Q. The table follows the ion S³⁺ outward from the nucleus in an exchange-only PBE calculation. Could I have estimated the screened charge on paper?

S³⁺ ([Ne] 3s² 3p¹, 3p electron spin-up), computed with the radks radial solver and Libxc: all-electron Kohn-Sham, exchange-only PBE, scalar-relativistic, spin-polarised, spherical densities, Fermi nuclear charge distribution. The screened charge −rV and r·v_xc are for the spin-up potential; the electron localisation function uses spin-summed kinetic energy densities.

```
radius (bohr)  electron localisation function  screened charge (e)  radius times xc potential (hartree bohr)  reduced gradient
     0.003977                          0.9999                15.86                                  -0.09069            0.4252
     0.005655                          0.9999                15.79                                   -0.1113            0.4209
     0.008106                          0.9999                15.67                                   -0.1402            0.4233
      0.01162                          0.9998                15.51                                   -0.1792            0.4331
      0.01652                          0.9997                15.29                                   -0.2286            0.4515
      0.02368                          0.9994                14.97                                   -0.2909            0.4827
      0.03367                          0.9987                14.54                                   -0.3608            0.5312
      0.04826                          0.9951                13.96                                   -0.4330            0.6093
      0.06918                          0.9707                13.19                                   -0.4897            0.7276
      0.09836                          0.7688                12.26                                   -0.5142            0.8593
       0.1410                          0.2794                11.10                                   -0.5146            0.7785
       0.2021                          0.3122                9.784                                   -0.5730            0.3607
       0.2873                          0.7277                8.442                                   -0.7525            0.3267
       0.4118                          0.8662                7.035                                   -0.8347            0.5524
       0.5856                          0.7413                5.838                                   -0.7482            0.9448
       0.8394                          0.1277                4.910                                   -0.6108             1.175
        1.203                          0.4231                4.349                                   -0.6893            0.5126
        1.711                          0.8974                3.927                                   -0.7135             1.001
        2.452                          0.7009                3.551                                   -0.5195             2.395
        3.514                         0.07740                3.413                                   -0.4117             7.612
        4.997                       0.0004286                3.143                                   -0.1432             38.66
```

A. To a few per cent over most of the range. The screened charge is −rV, the point charge that would give a spin-up electron at radius r the potential V it feels. V is the sum of an electrostatic part and an exchange part v_x (the column marked xc holds no correlation here), so

−rV = Q − r·v_x

Adding the two columns gives the electrostatic charge Q, which falls from nearly 16 to 3.000 in the last row. All 13 electrons screen in Q, the one that feels the potential included, hence 16 − 13 = 3. Exchange has to undo that self-screening.

Q. How do I get Q?

A. From Gauss's law and three shells. Spherical charge inside r screens fully. Charge at r′ > r adds a constant 1/r′ to the potential and so screens by the fraction r/r′. For the shell sizes take Slater's rules:

K (2 electrons): Zeff = 16 − 0.30 = 15.70
L (8): Zeff = 16 − 2·0.85 − 7·0.35 = 11.85
M (3): Zeff = 16 − 2 − 8·0.85 − 2·0.35 = 6.50

Give shell n the radial distribution r^(2n)·exp(−2ζr) with ζ = Zeff/n, and set x = 2ζr. Averaging 1 − r/r′ over the charge outside r gives the fraction u of the shell's screening not yet in effect:

u = exp(−x)·Σ (1 − k/2n)·x^k/k!, k = 0 to 2n − 1
Q = 3 + 2·u_K + 8·u_L + 3·u_M

Nothing is fitted here. Well inside a shell u ≈ 1 − r/R with R = n²/Zeff, which is 0.064, 0.338 and 1.385 bohr; well outside it u vanishes. Near the nucleus Q therefore falls linearly with slope ΣN/R = 57.3 e/bohr over the electron numbers N, against 57.9 from the mean inverse radii of the calculated orbitals.

Q. And exchange?

A. One constant will do across the shells. In the local approximation, with ρ↑ the spin-up density,

r·v_x = −(6ρ↑r³/π)^(1/3)

For one shell 4πρ↑r³ = N↑·x^(2n+1)·exp(−x)/(2n)!, which depends on n, the electron number N↑ and x, but not on the size of the shell. Each shell thus makes a bump whose height does not depend on its radius; the cube root damps the differences due to n and N↑ and flattens the bump, and neighbouring bumps overlap. The table bears the argument out loosely: over the 11 rows between the K radius and twice the M radius, −r·v_x lies between 0.490 and 0.835, with peaks in the L and M shells. Its mean over these rows, c = 0.633, is the only fitted number, and the rule is −rV ≈ Q + c.

Q. Show me on a row.

A. Take r = 0.2021 bohr. For L, ζ = 5.925, x = 2.395 and exp(−x) = 0.0912:

u_L = 0.0912·(1 + ¾·2.395 + ½·2.868 + ¼·2.290) = 0.0912·4.80 = 0.438

The point lies deep inside M, so u_M = 1 − 0.2021/1.385 = 0.854. K is almost spent: x = 6.346 and u_K = exp(−x)·(1 + x/2) = 0.0073. Then

Q = 3 + 0.015 + 3.503 + 2.562 = 9.080
−rV ≈ 9.080 + 0.633 = 9.713

The table has 9.784, so the estimate is 0.7 % low. At 1.203 bohr only M is left: x = 5.213, u_M = 0.228, and with 0.001 from L, Q = 3.684. The estimate is 4.317 against 4.349, again 0.7 % low.

Q. Are those rows typical?

A. They flatter the rule. Both entered the mean c, and in both two errors partly cancel: at 0.2021 the model Q is below the table's 9.784 − 0.573 = 9.211, while c is above 0.573. Over the 11 fitted rows the error relative to the table averages 1.8 % and reaches −5.0 % at 0.4118 bohr; the output printed after this text lists every row.

At that worst row the two errors add. Exchange is at its peak, and Q has its largest relative miss, −2.4 %. The orbital radii of the calculation point to the reason for the latter: the model L shell has a mean radius of 0.422 bohr, the calculated 2s and 2p levels 0.478 and 0.441. Its 1/R of 2.96 is close to their mean inverse radii, 3.069 and 2.966, so the model shell is too narrow on its outer side rather than smaller overall. Charge missing from the outer side screens too early, and Q is indeed low through the L region. The M shell errs the other way, with 1/R = 0.722 against 0.908 for 3s and 0.812 for 3p, which raises Q and hides part of the L miss. That the shared s and p exponent and the missing radial nodes produce this is likely, but I have not separated the two.

Q. Can I do without the exponentials?

A. Collapse each shell onto its radius R and use u = 1 − r/R inside, zero outside. This function is convex in 1/r′, so the thin shell lies below the smeared one, and most so near R, where part of the real charge is still outside. It gives 9.405 at the first worked row, but is 18 % low at 0.4118 bohr. In the other direction, putting the Slater density into the local formula in place of c removes the fit and brings the mean error over all rows to 0.9 %.

Q. Where does the constant fail?

A. At both ends, where the shell argument stops. Inside K the density levels off, r·v_x shrinks, and c overshoots by up to 3.4 %; there put the local formula in place of c. Even that formula misses something. At the first row v_x is −22.8 hartree, while local exchange at the calculated nuclear density gives only −14.1, so the gradient correction must supply the rest. In the innermost rows the gap in r·v_x between the table and the local formula with the Slater density stays near 0.04. A small part of it comes from the Slater density being too low at the nucleus; the rest, nearly constant, is the signature of a 1/r term. Gradient functionals are known to produce such a term at the density cusp, where exact exchange stays finite, so it is an artefact.

Outside M the rule is 15.6 % above the table in the last row, yet the table is no guide to nature there. A distant electron leaves S⁴⁺ behind, so exact exchange gives r·v_x → −1 and a screened charge of 4. The PBE potential dies away with the density, and the last row falls 0.857 short. The rule's 3.63 matches neither limit.

Q. Do the same shells predict the other two columns?

A. The reduced gradient, s = |∇ρ|/(2(3π²)^(1/3)ρ^(4/3)), compares the steepness of the density ρ with the local Fermi wavevector. It peaks where one shell has thinned out before the next takes over, and it grows without bound in the tail as ρ^(−1/3). The Slater density gives it within about 15 % in every row.

The electron localisation function is 1/(1 + (D/D₀)²), where D is the kinetic energy density in excess of |∇ρ|²/8ρ and D₀ is the uniform-gas value. D vanishes where one orbital dominates, as in K, and is large where shells overlap. The model locates these features without giving heights: mean radii 0.422 and 1.615 bohr for the maxima at rows 0.4118 and 1.711, density crossings at 0.148 and 0.892 for the minima at 0.1410 and 0.8394. Rows step by a factor 1.43, so the match is no finer than that. The collapse beyond 2.452 bohr is not delocalisation. The one 3p electron is spread spherically over three components, which keeps a centrifugal term in D while D₀ falls as ρ^(5/3).

Q. What would I change for a neighbouring ion?

A. For Cl⁴⁺ each Zeff rises by one, the limit of Q becomes 4, and the M radius shrinks to 9/7.5 = 1.2 bohr, in relative terms about twice as much as K does. The scaling argument says c should carry over when the electron numbers stay the same, but it was fitted to one ion and one spin. The spin-down channel has one M electron instead of two, so the cube root makes its outer exchange weaker by about a fifth; in this calculation the 3s levels are split by 1.98 eV, spin-up lower.

Printed output of the fit:

```
K L M: Zeff 15.70 11.85 6.50 | zeta 1/bohr 15.700 5.925 2.167 | R=n^2/Zeff bohr 0.064 0.338 1.385
window 0.064-2.769 bohr, 11 rows: c=0.633 e, -r*vx from 0.490 to 0.835
rounding floor: 0.005 e (S>=10), 0.0005 e (S<10), i.e. at most 0.045 %
r in | Q Qslater err% thin err% | S rule err% local-x err% | r*vx local | s model
0.0040 - | 15.769 15.773 +0.0 +0.0 | 15.860 16.405 +3.4 -0.2 | -0.091 -0.051 | 0.43 0.39
0.0057 - | 15.679 15.677 -0.0 -0.0 | 15.790 16.310 +3.3 -0.3 | -0.111 -0.071 | 0.42 0.40
0.0081 - | 15.530 15.538 +0.1 +0.0 | 15.670 16.171 +3.2 -0.2 | -0.140 -0.099 | 0.42 0.41
0.0116 - | 15.331 15.341 +0.1 +0.0 | 15.510 15.974 +3.0 -0.2 | -0.179 -0.137 | 0.43 0.42
0.0165 - | 15.061 15.072 +0.1 -0.0 | 15.290 15.705 +2.7 -0.2 | -0.229 -0.185 | 0.45 0.44
0.0237 - | 14.679 14.692 +0.1 -0.2 | 14.970 15.325 +2.4 -0.2 | -0.291 -0.246 | 0.48 0.48
0.0337 - | 14.179 14.191 +0.1 -0.8 | 14.540 14.824 +2.0 -0.2 | -0.361 -0.315 | 0.53 0.53
0.0483 - | 13.527 13.525 -0.0 -2.1 | 13.960 14.158 +1.4 -0.3 | -0.433 -0.389 | 0.61 0.60
0.0692 * | 12.700 12.689 -0.1 -3.9 | 13.190 13.322 +1.0 -0.4 | -0.490 -0.453 | 0.73 0.71
0.0984 * | 11.746 11.704 -0.4 -2.5 | 12.260 12.337 +0.6 -0.5 | -0.514 -0.492 | 0.86 0.82
0.1410 * | 10.585 10.504 -0.8 -2.2 | 11.100 11.137 +0.3 -0.7 | -0.515 -0.520 | 0.78 0.71
0.2021 * | 9.211 9.080 -1.4 -4.8 | 9.784 9.713 -0.7 -1.1 | -0.573 -0.600 | 0.36 0.35
0.2873 * | 7.690 7.531 -2.1 -14.6 | 8.442 8.163 -3.3 -2.1 | -0.752 -0.732 | 0.33 0.33
0.4118 * | 6.200 6.049 -2.4 -17.6 | 7.035 6.682 -5.0 -2.5 | -0.835 -0.813 | 0.55 0.56
0.5856 * | 5.090 4.991 -1.9 -7.0 | 5.838 5.624 -3.7 -1.7 | -0.748 -0.747 | 0.94 1.00
0.8394 * | 4.299 4.273 -0.6 -2.7 | 4.910 4.906 -0.1 -0.8 | -0.611 -0.596 | 1.18 1.35
1.2030 * | 3.660 3.684 +0.7 -7.3 | 4.349 4.317 -0.7 -0.8 | -0.689 -0.630 | 0.51 0.49
1.7110 * | 3.213 3.240 +0.8 -6.6 | 3.927 3.872 -1.4 -0.2 | -0.714 -0.679 | 1.00 0.88
2.4520 * | 3.032 3.037 +0.2 -1.0 | 3.551 3.670 +3.4 +0.7 | -0.519 -0.539 | 2.40 2.15
3.5140 - | 3.001 3.002 +0.0 -0.0 | 3.413 3.634 +6.5 -4.2 | -0.412 -0.269 | 7.61 7.30
4.9970 - | 3.000 3.000 +0.0 +0.0 | 3.143 3.633 +15.6 -2.3 | -0.143 -0.072 | 38.66 43.01
Q Slater: all rows mean|err| 0.6%, worst -2.4% at r=0.4118; window mean 1.0% max 2.4%
Q thin: all rows mean|err| 3.5%, worst -17.6% at r=0.4118; window mean 6.4% max 17.6%
S Slater+c: all rows mean|err| 3.0%, worst +15.6% at r=4.9970; window mean 1.8% max 5.0%
S thin+c: all rows mean|err| 5.3%, worst -18.4% at r=0.4118; window mean 6.3% max 18.4%
S Slater+local x: all rows mean|err| 0.9%, worst -4.2% at r=3.5140; window mean 1.0% max 2.5%
largest abs miss of Slater Q: -0.159 e at r=0.2873
worked r=0.2021: x 6.346 2.395 0.876 | u 0.0073 0.4379 0.8540 | N*u 0.015 3.503 2.562
  Q=9.080 +c=9.713, table 9.784; thin Q=8.772 +c=9.405 (-3.9%)
worked r=1.2030: x 37.774 14.256 5.213 | u 0.0000 0.0001 0.2277 | N*u 0.000 0.001 0.683
  Q=3.684 +c=4.317, table 4.349; thin Q=3.393 +c=4.026 (-7.4%)
inner slope e/bohr: run sum<1/r> 57.9, Slater 57.3, table (16-Q)/r rows 1,3: 58.0 58.0 (+-1.3, 0.6)
v_x hartree rows 1-3: -22.8 -19.7 -17.3 | local value at run nuclear density -14.1
Slater density at nucleus 2464 vs run 2963 e/bohr^3
ELF max rows 0.4118 1.7110 | Slater <r> K L M 0.096 0.422 1.615 bohr
ELF min rows 0.1410 0.8394 | density crossings K/L, L/M 0.148 0.892 bohr; radius step 1.43
tail: Q 3.001 3.000 | S 3.413 3.143 | shortfall from exact-exchange limit 4: 0.587 0.857 e
```
